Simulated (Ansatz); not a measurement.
**Ta2N: do energies and stresses tell the same story?**

The calculation used DFT PBEsol, scalar-relativistic, plane waves, PAW (Ansatz).

Plane waves to 420 eV, a k mesh through Γ of 12×12×8 on the computed 9-atom cell and Gaussian smearing (0.10 eV); no spin polarisation.

Relaxed cell: P-31m, a = 5.264 Å, b = 5.264 Å, c = 4.913 Å, α = 90.00°, β = 90.00°, γ = 120.00°, 9 atoms in the primitive cell. Whether it is the stable form of this composition wasn't checked.

Energies at zero smearing and pressures from the stress tensor, at volumes with shape and atoms relaxed:
| V (Å³/atom) | E − E(first) (meV/atom) | P (GPa) |
| --- | --- | --- |
| 11.527 | 0.00 | 50.72 |
| 11.920 | -104.41 | 34.87 |
| 12.313 | -172.91 | 21.35 |
| 12.706 | -210.72 | 9.81 |
| 13.099 | -222.34 | -0.05 |
| 13.492 | -211.60 | -8.46 |
| 13.885 | -181.77 | -15.63 |
| 14.409 | -117.15 | -23.57 |

**Question.** Check P = −dE/dV between neighbouring volumes, and get the bulk modulus from the pressures alone.

**Answer.** With 1 eV/Å³ = 160.2 GPa:
| middle V (Å³/atom) | −ΔE/ΔV (GPa) | mean P (GPa) |
| --- | --- | --- |
| 11.724 | 42.570 | 42.796 |
| 12.117 | 27.925 | 28.112 |
| 12.510 | 15.416 | 15.578 |
| 12.903 | 4.738 | 4.879 |
| 13.296 | -4.381 | -4.255 |
| 13.689 | -12.159 | -12.047 |
| 14.147 | -19.759 | -19.602 |

The two differ by 0.23 GPa at most. The mean of two end pressures misses the average over a step by about ΔV² P″/12, up to 0.21 GPa here; with that taken off 0.02 GPa remains. Around V = 13.099 Å³/atom, the two neighbours give B = −V ΔP/ΔV = 13.099 × 18.27 / 0.786 = 304.5 GPa, against B0 = 303.0 GPa from the Birch–Murnaghan fit of the energies.

Spin–orbit coupling is left out, which can shift energies with elements as heavy as these.

The energies and stresses do tell the same story: the mean pressure lies above the energy slope in every interval, as it must for a convex P(V) curve. The offset shrinks as the cell expands and the curve straightens, except in the last interval, where the volume step is wider. The small remainder suggests that Pulay stress from the finite plane-wave basis is minor. The same curvature probably accounts for most of the difference between 304.5 and 303.0 GPa, since a central difference across a curve that steepens ever faster on compression overestimates the slope at its midpoint.

The high bulk modulus fits the usual picture of an interstitial nitride, in which covalent Ta 5d–N 2p bonds add to strong Ta–Ta d bonding. Compression stiffens the solid further because the repulsion between overlapping closed shells rises faster than the bonding gain. The agreement establishes internal consistency rather than accuracy against experiment, because an error of the functional would enter energy and stress alike.
